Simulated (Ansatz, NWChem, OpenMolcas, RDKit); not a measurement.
**BH3 (SMILES B): the HOMO–LUMO gap, rung by rung**

BH3 has 4 atoms, charge 0, and is taken as a singlet. As SMILES, `B`. Geometry: relaxed at PBE0-D4/def2-TZVP.

Each level gives the HOMO–LUMO gap (eV). The values are calculated.

| level | kind | program | value (eV) | CPU time |
| --- | --- | --- | --- | --- |
| extended Hückel | semi-empirical | RDKit | 6.16 | under 2 s |
| HF/def2-TZVPPD | Hartree–Fock | Ansatz | 14.85 | 0.69 s |
| SVWN5/def2-TZVPPD | LDA | NWChem | 5.10 | 4.8 s |
| PBE/def2-TZVPPD | GGA | Ansatz | 5.41 | 1.6 s |
| TPSS/def2-TZVPPD | meta-GGA | OpenMolcas | 5.99 | 22 s |
| PBE0/def2-TZVPPD | global hybrid | Ansatz | 7.96 | 1.6 s |
| wB97M-V/def2-TZVPPD | range-separated hybrid | Ansatz | 12.27 | 10 s |
| PBE-QIDH/def2-TZVPPD | double hybrid | Ansatz | 12.29 | 2.2 s |

The values span 5.10 to 14.85 eV. Orbital gaps aren't excitation energies, and those of double hybrids come from the SCF part alone; they tend to grow with the share of exact exchange. CPU times are rough (shared hosts, several kinds of processor): they show what a rung costs within a factor of a few.

The frontier orbitals of planar BH3 are a degenerate pair of B–H σ-bonding orbitals and, in the usual valence picture, the empty boron 2p orbital perpendicular to the plane. With no lone pair or π donor to fill or raise that p orbital, it remains available as an acceptor, which is the origin of borane's Lewis acidity and of its tendency to dimerise through bridging hydrogens.

The three semilocal functionals lie close together, from 5.10 to 5.99 eV, whereas Hartree–Fock gives 14.85 eV, probably because its empty orbitals feel the repulsion of all the electrons, while a semilocal potential treats filled and empty levels alike. The spread therefore reflects what the orbital energies mean at each level, not a change in the bonding. The near-coincidence of wB97M-V and PBE-QIDH, at 12.27 and 12.29 eV, doesn't establish that their separate frontier levels agree, and extended Hückel's closeness to TPSS is probably fortuitous. The gap alone doesn't measure acceptor strength, which also depends on the donor and on the cost of pyramidalising the borane.
